\section{Rates from infrequent metadynamics: water exchange at Mg$^{2+}$}

Mg$^{2+}$ in water holds six first-shell waters, and each typically leaves at a rate $k_{\rm ex}\approx5\times10^{5}$ s$^{-1}$ near 298 K. We seek $k_0=6k_{\rm ex}$, the rate of the first exchange of any of the six. The model has a harmonic basin $F(s)=\frac12\kappa s^2$ in a coordination variable $s$. The bias fills it flat, $V(s,t)=\max[0,V_{\max}(t)-F(s)]$, with $u\equiv\beta V_{\max}=at$, $\beta=1/k_BT$ and $a=1$ ns$^{-1}$, or 2.5 kJ mol$^{-1}$ ns$^{-1}$. Of ten illustrative runs, eight exchange at 4.0, 5.0, 5.5, 6.0, 6.5, 6.5, 7.0 and 7.0 ns, and two are stopped at a preset cap of 7.5 ns. These times were chosen to reproduce the typical rate.

\subsection{Estimate by hand}

Raising the basin floor by $V_{\max}$ lowers the barrier by as much, so the biased clock should run $e^{u}$ times fast. Exchanges come after about 6 ns, when $e^{6}\approx4\times10^{2}$. The unbiased waiting time is then about 2.4 $\mu$s, and $k_0\approx4\times10^{5}$ s$^{-1}$.

\subsection{Careful calculation}

The rate is a reactive flux through a dividing surface divided by the configurational partition function of the basin. If $V=0$ throughout the transition region, the flux, transmission coefficient included, is unchanged. If the basin also equilibrates faster than the bias grows and faster than escape, the hazard is
\begin{equation}
k(t)=k_0\alpha(t),\qquad \alpha=\frac{Z_0}{Z_V}=\langle e^{\beta V}\rangle_V ,
\end{equation}
where $\langle\cdot\rangle_V$ averages over the biased basin at time $t$. The Eyring barrier $\ln(k_BT/hk_{\rm ex})\approx16$, in units of $k_BT$, suggests that filling to $u=7.5$ spares the transition region. The survival probability is $e^{-k_0\tau(t)}$, with
\begin{equation}
\tau(t)=\int_0^t\alpha\,dt'\simeq\int_0^t e^{\beta V(s(t'),t')}\,dt' .
\end{equation}
The second form, the rescaled time of Tiwary and Parrinello (2013), replaces the basin average by an average along the trajectory. Rescaled exchange times are therefore exponential with mean $1/k_0$.

An exchange contributes $k_0\alpha(t_i)e^{-k_0\tau_i}$ to the likelihood, and a run censored at the cap contributes $e^{-k_0\tau_i}$. For $M$ events in $N$ runs,
\begin{equation}
\ln L=M\ln k_0-k_0\sum_{i=1}^{N}\tau_i+\text{const},\qquad
\hat k_0=\frac{M}{\sum_{i=1}^{N}\tau_i}.
\end{equation}
The curvature $-M/k_0^2$ gives the large-$M$ relative error $1/\sqrt M$, which counts events and not runs. For $M=8$ it is 0.35. Without censoring $k_0\sum\tau_i$ is gamma distributed with shape $M$. The standard deviation of $\ln\hat k_0$ is then exactly $\sqrt{\psi'(M)}=0.36$, with $\psi'$ the trigamma function, and the mean of $\hat k_0/k_0$ is $M/(M-1)=1.14$.

In the model, with $x=s\sqrt{\beta\kappa/2}$, $Z_0\propto\int e^{-x^2}dx$ and $Z_V\propto\int e^{-\max(x^2,u)}dx$, so
\begin{equation}
\frac1{\alpha(u)}=2\sqrt{u/\pi}\,e^{-u}+\operatorname{erfc}\sqrt u .
\end{equation}
Numerical integration of $\alpha$ gives
\begin{center}
\begin{tabular}{lccccccc}
$t$ (ns) & 4.0 & 5.0 & 5.5 & 6.0 & 6.5 & 7.0 & 7.5\\
$\tau$ (ns) & 24 & 60 & 94 & 148 & 234 & 372 & 591
\end{tabular}
\end{center}
The events sum to 1538 ns and all ten runs to 2720 ns, or 340 ns per event. Hence
\begin{equation}
\hat k_0=(2.9\pm1.0)\times10^{6}\ \text{s}^{-1},
\end{equation}
or about $5\times10^{5}$ s$^{-1}$ per water. This is the model's rate, typical by construction. The same data would describe vacancy hopping in copper wiring, with a variable that covers all twelve jumps: a typical barrier of 0.7 eV and attempt frequency of $10^{13}$ s$^{-1}$ per jump give this $k_0$ at about $4.6\times10^{2}$ K.

\subsection{Why the two differ}

The careful rate exceeds the hand value by $2400/340=7.1$, far outside the statistical error. Four factors account for it.

First, the hand estimate applied the final boost to the whole run. Since $\int_0^t e^{at'}dt'=(e^{at}-1)/a$, the run counts as if the final boost acted for only $1/a=1$ ns. At 6 ns this gives 402 ns instead of 2400 ns and raises the rate by 6.0, essentially the value of $u$.

Second, the boost is smaller than $e^u$. The flattened basin is wider than the thermal one, so $\alpha\to e^u\sqrt{\pi/4u}$ at large $u$. At $u=6$, $\alpha=135$, a factor 3.0 below $e^6$. The integral falls from 402 to 148 ns, a factor 2.7.

Third, $\tau(t)$ is convex, so late events dominate the mean. The eight events average 192 ns, against 148 ns at 6 ns, which multiplies the rate by 0.77.

Fourth, the hand estimate ignored the censored runs, which add time and no events. The factor is $1538/2720=0.57$. The product $6.0\times2.7\times0.77\times0.57$ is 7.1. The two overcounts of the boost outweigh the two omissions of survival time.

Both calculations assume that $s$ carries the reaction. An exchange involves a leaving and an entering water and the hydrogen bonds around both, and bias deposited along a variable that misses part of this motion lowers the barrier by less than it raises the floor. Palacio-Rodriguez and co-workers (2022) model this by the hazard $k_0e^{\gamma\beta V_{\max}(t)}$ with $\gamma<1$. For linear filling and given $\gamma$, the same likelihood yields
\begin{equation}
\hat k_0(\gamma)=M\Big/\sum_{i=1}^{N}\frac{e^{\gamma at_i}-1}{\gamma a}.
\end{equation}
A value below one does not by itself mark a poor variable, because even the perfect variable above has $\ln\alpha/u=0.82$ at $u=6$. For an assumed $\gamma=0.6$ the sum is 828 ns and $\hat k_0=9.7\times10^{6}$ s$^{-1}$. Rescaling with $\alpha$ would then overstate the elapsed time and report a rate 3.3 times too low. Near $\gamma=0.6$, $d\ln\hat k_0/d\gamma=-5.3$, so an uncertainty of 0.1 in $\gamma$ moves $\ln\hat k_0$ by 0.5, more than the counting error. Runs at slower filling rates shrink this lever, because exchanges then occur at smaller $u$. The $\gamma=0.6$ reading, $1.6\times10^{6}$ s$^{-1}$ per water, is again the model's. It lies about three times above the typical Mg$^{2+}$ rate because the times were chosen for a perfect variable.